# Solution key: capacitance of two nearly touching spheres and the Levin transformation

## Problem

Two metal spheres of equal radius $a = 1$ cm face each other in vacuum across a gap $g = 100\ \mu$m, so that the distance of their centres is $d = 2a + g = 2.01\,a$. These lengths are taken as exact. Both spheres are held at the potential $V$ relative to infinity, and the lead that connects them is neglected. Each carries the charge $Q = 4\pi\varepsilon_0 a V c$, and the capacitance of the pair is $C = 2Q/V = 8\pi\varepsilon_0 a\,c$.

(a) Estimate $C$ by hand. (b) Derive the image-charge series for $c$ and the Levin transformation, justify the remainder estimate, and compute $C$. (c) Account for the difference between (a) and (b).

## (a) Estimate

Take $4\pi\varepsilon_0 \approx 1.1$ pF/cm. One sphere alone has 1.1 pF. Two spheres far apart have 2.2 pF, and bringing them together lowers this value, because each sits in the positive potential of the other. The answer lies between these numbers.

Suppose that the charge stays uniform on each sphere. A uniform shell acts outside like a point charge, so the mean potential on one sphere is
$$V = \frac{Q}{4\pi\varepsilon_0}\left(\frac1a + \frac1d\right), \qquad c \approx \frac{d}{d+a}. \tag{1}$$
With $d \approx 2a$ this is $c \approx 2/3$, and
$$C \approx \tfrac43 \times 1.1\ \text{pF} \approx 1.47\ \text{pF}.$$
No potential difference falls across the gap, so the field in it is weak and $g$ should matter little. Like charges repel, so the real charge moves to the outer faces, which lowers the energy at fixed $Q$ and raises $C$. The formula (1) should therefore be low.

## (b) Careful calculation

### Image series

A charge $q$ at distance $r$ from the centre of a grounded sphere of radius $a$ has the image $-qa/r$ at distance $a^2/r$ from the centre. Put $q_1 = 4\pi\varepsilon_0 aV$ at each centre. Each charge disturbs the potential of the other sphere and is cancelled there by an image. If $q_n$ lies at distance $x_n$ from its own centre, towards the gap, then
$$q_{n+1} = -\frac{a\,q_n}{d - x_n}, \qquad x_{n+1} = \frac{a^2}{d - x_n}, \qquad x_1 = 0 .$$
Write $q_n = (-1)^{n+1}q_1/D_n$. Comparing the two relations gives $x_{n+1}/a = D_n/D_{n+1}$, and the first becomes $D_{n+1} = (d/a)D_n - D_{n-1}$ with $D_0 = 0$, $D_1 = 1$. With $\cosh\beta = d/2a$ the solution is $D_n = \sinh n\beta/\sinh\beta$, so
$$c = \sum_{n=1}^\infty a_n, \qquad a_n = \frac{(-1)^{n+1}}{D_n} = (-1)^{n+1}\frac{\sinh\beta}{\sinh n\beta}. \tag{2}$$
Here $\cosh\beta = 1.005$, $\sinh\beta = 0.1001249$ and $\beta = 0.0999584$. At contact $D_n = n$ and $c = \ln 2$.

Let $s_n = a_1 + \dots + a_n$ and $\rho_n = (s_n - c)/a_n$. The last column below uses the value of $c$ found further on and serves only for the discussion.

| $n$ | $D_n$ | $s_n$ | $\rho_n$ |
|---|---|---|---|
| 1 | 1 | 1 | 0.3061 |
| 2 | 2.01 | 0.5024876 | 0.3847 |
| 3 | 3.0401 | 0.8314241 | 0.4181 |
| 4 | 4.100601 | 0.5875574 | 0.4360 |
| 5 | 5.202108 | 0.7797872 | 0.4469 |
| 6 | 6.355636 | 0.6224465 | 0.4540 |
| 7 | 7.572721 | 0.7544995 | 0.4590 |

For $n\beta \gg 1$ the series is geometric with ratio $-e^{-\beta}$, so $\rho_n \to 1/(1+e^{\beta}) = 0.4750$ and $|s_n - c| \approx 2\sinh\beta\, e^{-n\beta}/(1+e^\beta)$. Setting this equal to $10^{-6}$ gives $n = 114.7$, so direct summation needs 115 terms for that accuracy.

### The transformation

Suppose that the partial sums obey
$$s_n = s + w_n\sum_{j=0}^{k-1}\frac{c_j}{(n+b)^j}, \tag{3}$$
with known $w_n \neq 0$, a chosen shift $b$ with $n + b > 0$, and $k+1$ unknowns $s, c_0, \dots, c_{k-1}$. Multiply by $(n+b)^{k-1}/w_n$:
$$(n+b)^{k-1}\frac{s_n}{w_n} - s\,\frac{(n+b)^{k-1}}{w_n} = \sum_{j=0}^{k-1} c_j\,(n+b)^{k-1-j}.$$
The right side is a polynomial in $n$ of degree at most $k-1$. The forward difference $\Delta g(n) = g(n+1) - g(n)$ lowers the degree of a polynomial by one, so $\Delta^k$ annihilates it. Since $\Delta^k$ is linear,
$$s = \frac{\Delta^k\left[(n+b)^{k-1}s_n/w_n\right]}{\Delta^k\left[(n+b)^{k-1}/w_n\right]}, \qquad \Delta^k g(n) = \sum_{j=0}^k(-1)^{k-j}\binom kj g(n+j). \tag{4}$$
This is exact if (3) holds at $n, \dots, n+k$ and the denominator is not zero. For any other sequence the right side defines an approximant $L_k$, the transformation of Levin (1973), and subtracting $s$ gives its error exactly:
$$L_k - s = \frac{\Delta^k\left[(n+b)^{k-1}(s_n - s)/w_n\right]}{\Delta^k\left[(n+b)^{k-1}/w_n\right]}. \tag{5}$$
Below, $b = 0$ and the differences start at $n = 1$, so that order $k$ uses $k+1$ terms.

### Choice of $w_n$

*Alternating series.* Let $a_n = (-1)^{n+1}f(n)$ with $f$ smooth and slowly varying, and let $\partial = d/dn$, so that $e^{\partial}f(n) = f(n+1)$. Then $s_n - s = (-1)^{n+1}[f(n+1) - f(n+2) + \dots] = (-1)^{n+1}(1+e^{-\partial})^{-1}f(n)$. Expanding the operator gives the asymptotic (Boole) series
$$\frac{s_n - s}{a_n} \sim \frac12 + \frac{f'}{4f} - \frac{f'''}{48f} + \dots \tag{6}$$
If $f$ is a power of $n$ times a series in $1/n$, each derivative brings a factor $1/n$, and (6) has the form (3) with $w_n = a_n$ and infinitely many $c_j$. This is the $t$ variant. At contact $f = 1/n$ and $\rho_n \sim \frac12 - \frac1{4n} + \frac1{8n^3} - \dots$

*Logarithmic convergence.* This name denotes sequences whose successive remainders have a ratio tending to 1. For $a_n = n^{-p}$ with $p > 1$ the Euler–Maclaurin formula gives
$$\frac{s_n - s}{n\,a_n} \sim -\frac1{p-1} + \frac1{2n} - \frac{p}{12n^2} + \dots \tag{7}$$
The remainder is of order $n$ times the last term, so $w_n = (n+b)a_n$ is needed. This is the $u$ variant. It also fits (6), with $c_0 = 0$, at the price of one wasted order. The $t$ variant does not fit (7): in (5) its numerator tends to $-k!/(p-1)$ and its denominator to $n^{p-1}\Gamma(k+p)/\Gamma(p)$, so at large $n$ and fixed $k$ it reduces the remainder only by the constant factor $k!\,\Gamma(p)/\Gamma(k+p)$, which is $1/(k+1)$ for $p = 2$.

### Numbers

For the series (2), $1/a_n = (-1)^{n+1}D_n$, and this sign cancels the sign in $\Delta^k$:
$$T_k = \frac{\sum_{j=0}^k \binom kj (j+1)^{k-1}D_{j+1}\,s_{j+1}}{\sum_{j=0}^k \binom kj (j+1)^{k-1}D_{j+1}}. \tag{8}$$
The $u$ approximant $U_k$ has $(j+1)^{k-2}$ in place of $(j+1)^{k-1}$. Both are weighted means with positive weights, so rounding errors in the $s_n$ are not amplified. For $k = 2$ the $t$ weights are $1$, $4D_2 = 8.04$ and $3D_3 = 9.1203$, and $T_2 = 12.62284/18.1603$.

| $k$ | $T_k$ | $T_k - c$ | $U_k$ | $U_k - c$ |
|---|---|---|---|---|
| 1 | 0.6677741 | $-2.6\times10^{-2}$ | 0.7506234 | $+5.7\times10^{-2}$ |
| 2 | 0.6950787 | $+1.2\times10^{-3}$ | 0.6882808 | $-5.6\times10^{-3}$ |
| 3 | 0.6939028 | $+1.8\times10^{-5}$ | 0.6941847 | $+3.0\times10^{-4}$ |
| 4 | 0.6938736 | $-1.1\times10^{-5}$ | 0.6938804 | $-4.4\times10^{-6}$ |
| 5 | 0.6938872 | $+2.4\times10^{-6}$ | 0.6938841 | $-7.2\times10^{-7}$ |
| 6 | 0.6938842 | $-5.8\times10^{-7}$ | 0.6938849 | $+1.1\times10^{-7}$ |

Seven terms reach the accuracy for which direct summation needs 115.

### Independent value of $c$

The Mellin transform of $1/\sinh x$ is $2(1-2^{-z})\Gamma(z)\zeta(z)$ for $\operatorname{Re}z > 1$. The alternating sum over $x = n\beta$ multiplies it by $\beta^{-z}\eta(z)$, where $\eta(z) = (1-2^{1-z})\zeta(z)$ is entire. The poles at $z = 1, -1, -3, \dots$ correspond to the terms of $1/\sinh x = 1/x - x/6 + 7x^3/360 - \dots$, each weighted by $\eta(1) = \ln2$, $\eta(-1) = 1/4$, $\eta(-3) = -1/8$. Moving the inversion contour to the left gives
$$c \sim \frac{\sinh\beta}{\beta}\left[\ln2 - \frac{\beta^2}{24} - \frac{7\beta^4}{2880} - \dots\right]. \tag{9}$$
The series diverges: the coefficient of $x^{2m-1}$ has size near $2/\pi^{2m}$ and $|\eta(1-2m)| \approx 2(2m-1)!/\pi^{2m}$, so the terms shrink only until $2m \approx \pi^2/\beta \approx 99$. The first terms are therefore ample here. With $\beta^2/24 = 4.1632\times10^{-4}$ and $7\beta^4/2880 = 2.43\times10^{-7}$ the bracket is 0.6927306, the prefactor is 1.0016661, and
$$c = 0.6938848 .$$
With $4\pi\varepsilon_0 a = 1.11265$ pF the result is
$$C = 1.5441\ \text{pF}.$$
These figures belong to the idealised problem. A grounded spherical enclosure of radius $L \gg a$ raises $C$ by the fraction $2ca/L$, about 1.4 % for $L = 1$ m, which is not small beside the differences discussed in (c).

### Where the model fails at finite gap

For $f \propto 1/\sinh n\beta$ one has $f'/f = -\beta\coth n\beta = -1/n - \beta^2n/3 + \dots$, so for $n\beta \lesssim 1$
$$\rho_n \approx \frac12 - \frac1{4n} + \frac1{8n^3} - \frac{\beta^2n}{12}. \tag{10}$$
At $n = 7$ this gives 0.4588, against 0.4590 in the table. The last term is a positive power of $n$, which (3) with $w_n = a_n$ does not contain. It exceeds the $n^{-3}$ term for $n > (3/2\beta^2)^{1/4} = 3.5$, so it governs the error at the higher orders. In (5) it becomes $-\beta^2n^k/12$, and $\Delta^kn^k = k!$. With the signs arranged as in (8), its contribution to $T_k - c$ is $(-1)^{k+1}k!\,\beta^2/12$ divided by the sum of the weights. For $k = 5$ that sum is 37615 and the contribution is $+2.7\times10^{-6}$, close to the actual $+2.4\times10^{-6}$. At contact the term is absent and $T_5 - \ln2$ is only $2.2\times10^{-7}$.

The $u$ variant removes exactly this term, because $c_0w_n = c_0\,n\,a_n$ describes a part of $\rho_n$ linear in $n$. The table shows both sides of the trade: $U_k$ is worse than $T_k$ for $k \le 3$, where the lost order counts most, and better for $k = 4, 5, 6$.

### A logarithmic form of the same series

At contact, group the images in pairs. The terms become $1/[(2n-1)(2n)] = \frac{1}{4n^2}(1 + \frac1{2n} + \dots)$, all positive, a superposition of the powers in (7) led by $p = 2$. Five paired terms sum to 0.6456349, which is 0.0475 below $\ln2 = 0.6931472$. The $t$ variant with $k = 4$ gives 0.6759048, still 0.0172 low. The $u$ variant with $k = 4$ has the weights $(-1)^j\binom4j\,n^2(2n-1)(2n)$ at $n = j+1$, namely $2, -192, 1620, -3584, 2250$, with sum 96, and gives 0.6931796, high by $3.2\times10^{-5}$. The weights now alternate, and the sum of their moduli divided by 96 is about 80, the largest factor by which rounding errors in the partial sums can grow. Pairing is a poor move for this series: ten images give $3.2\times10^{-5}$, while six unpaired images give $2.2\times10^{-7}$.

For spheres at $+V$ and $-V$ all charges inside one sphere have the same sign and the sum is $\sum 1/D_n$. At contact this is the harmonic series, $p = 1$, where $c_0$ in (7) is infinite. Then $w_n = n\,a_n = 1$ and the denominator of (4) is $\Delta^kn^{k-1} = 0$, in keeping with a capacitance that diverges. At small finite gap the first terms stay close to this degenerate case. Separating even terms gives $S(\beta) = A(\beta) + 2S(2\beta)$ for $S = \sum 1/\sinh n\beta$ and $A = \sum(-1)^{n+1}/\sinh n\beta$, and repeated use of this identity reduces $S$ to alternating series and one rapidly convergent sum.

## (c) Why the two results differ

The careful value exceeds the estimate by the factor $1.5441/(\tfrac43\times1.1) = 1.0528$. It splits into three factors.

1. Rounding of $4\pi\varepsilon_0$: $1.11265/1.1 = 1.0115$.
2. Setting $d = 2a$ in (1): $(2.01/3.01)/(2/3) = 1.0017$.
3. The assumption of uniform charge: $0.6938848/0.6677741 = 1.0391$.

The third factor is the physical one. It corresponds to a shortfall of 0.02611 in $c$.

**The estimate is the lowest Levin approximant.** For $k = 1$, (8) gives $(D_1s_1 + D_2s_2)/(D_1 + D_2) = D_2/(1 + D_2) = d/(d+a)$, which is (1). This order is Aitken's $\Delta^2$ process applied to $0, s_1, s_2$. It assumes a constant $\rho_n$, that is a geometric series $1 - a/d + (a/d)^2 - \dots$, which results if every image is left at the centre of its sphere. The true images move towards the gap, with $x_n/a = 0.4975,\ 0.6612,\ 0.7414$ for $n = 2, 3, 4$ and the limit $e^{-\beta} = 0.9049$. These numbers are also the ratios $|q_n/q_{n-1}|$. The third charge is 0.3289 in units of $q_1$, where the geometric series has 0.2475. This single discrepancy is about three times the final shortfall, and the later discrepancies alternate in sign and cancel most of it.

Equation (5) gives the size exactly: $T_1 - c = (\rho_1 - \rho_2)/(D_1 + D_2) = -0.0786/3.01 = -0.0261$. The shortfall is small because $\rho_n$ drifts slowly and the alternating signs make the denominator a sum. Its sign follows from the rise of $\rho_n$ with $n$, which reflects the term $-1/4n$ in (10). The expansion (10) itself is too rough at $n = 1$ to give the number. The transformation never uses its coefficients. It eliminates whatever $c_j$ interpolate the data, and admitting one $1/n$ term already cuts the error from $2.6\times10^{-2}$ to $1.2\times10^{-3}$.

**The estimate is a variational bound.** By Thomson's theorem the equilibrium charge minimises the electrostatic energy at fixed total charge. Let each sphere carry $\sigma = (\varepsilon_0/a)\sum_l(2l+1)A_lP_l(\cos\theta)$, with the polar axis pointing to the other sphere and the two distributions mirror images. This produces the exterior potential $\sum_lA_l(a/r)^{l+1}P_l$ and the charge $Q = 4\pi\varepsilon_0aA_0$. On the axis, at distance $z$ from the centre of the other sphere, the multipole $m$ has the potential $A_m[a/(d-z)]^{m+1} = A_m\sum_l\binom{l+m}{l}a^{m+1}z^l/d^{\,l+m+1}$, and off the axis $z^l$ becomes $r^lP_l$. With $\int P_l^2\,dS = 4\pi a^2/(2l+1)$ the energy of the pair is
$$W = 4\pi\varepsilon_0a\sum_{l,m}A_lM_{lm}A_m, \qquad M_{lm} = \delta_{lm} + \binom{l+m}{l}\left(\frac ad\right)^{l+m+1}.$$
At equilibrium $W = QV = Q^2/(4\pi\varepsilon_0a\,c)$. Minimising at fixed $A_0$ gives $c = (M^{-1})_{00}$, and any truncation of $M$ gives a lower bound on $c$.

- Keeping $l = 0$ gives $1/(1 + a/d) = 0.667774$, the estimate again.
- Keeping $l \le 1$ gives $A_1/A_0 = -M_{01}/M_{11} = -0.1986$, charge displaced away from the gap, and $c \ge 1/(M_{00} - M_{01}^2/M_{11}) = 1/(1.497512 - 0.049158) = 0.690439$.
- Keeping $l \le 2$ gives $c \ge 0.693549$.

The induced dipole supplies 86.8 % of the shortfall, the quadrupole 11.9 %, and all higher multipoles together 1.3 %. A redistribution of relative amplitude 0.2 in $A_1/A_0$ changes $c$ by only a few per cent, because the energy is stationary at equilibrium and the gain is of second order: $M_{01}^2/M_{11}$ is 3.3 % of $M_{00}$.

**The gap is almost irrelevant.** Since $\beta^2 \approx g/a$ and $\sinh\beta/\beta \approx 1 + \beta^2/6$, (9) gives $c - \ln2 \approx (\frac{\ln2}{6} - \frac1{24})\,g/a = 0.0739\,g/a$, which is $7.4\times10^{-4}$ here. Formula (1) has the slope $1/9$ instead. The true slope is smaller because the charge has left the facing surfaces, so the induced multipoles, which weaken as the gap opens, offset part of the rise. At contact the shortfall is $\ln2 - 2/3 = 0.02648$, and the gap changes it only to 0.02611. The gap does control the remainder model: it produces the term $-\beta^2n/12$ that limits the $t$ variant at the level of $10^{-6}$ and that the $u$ variant absorbs.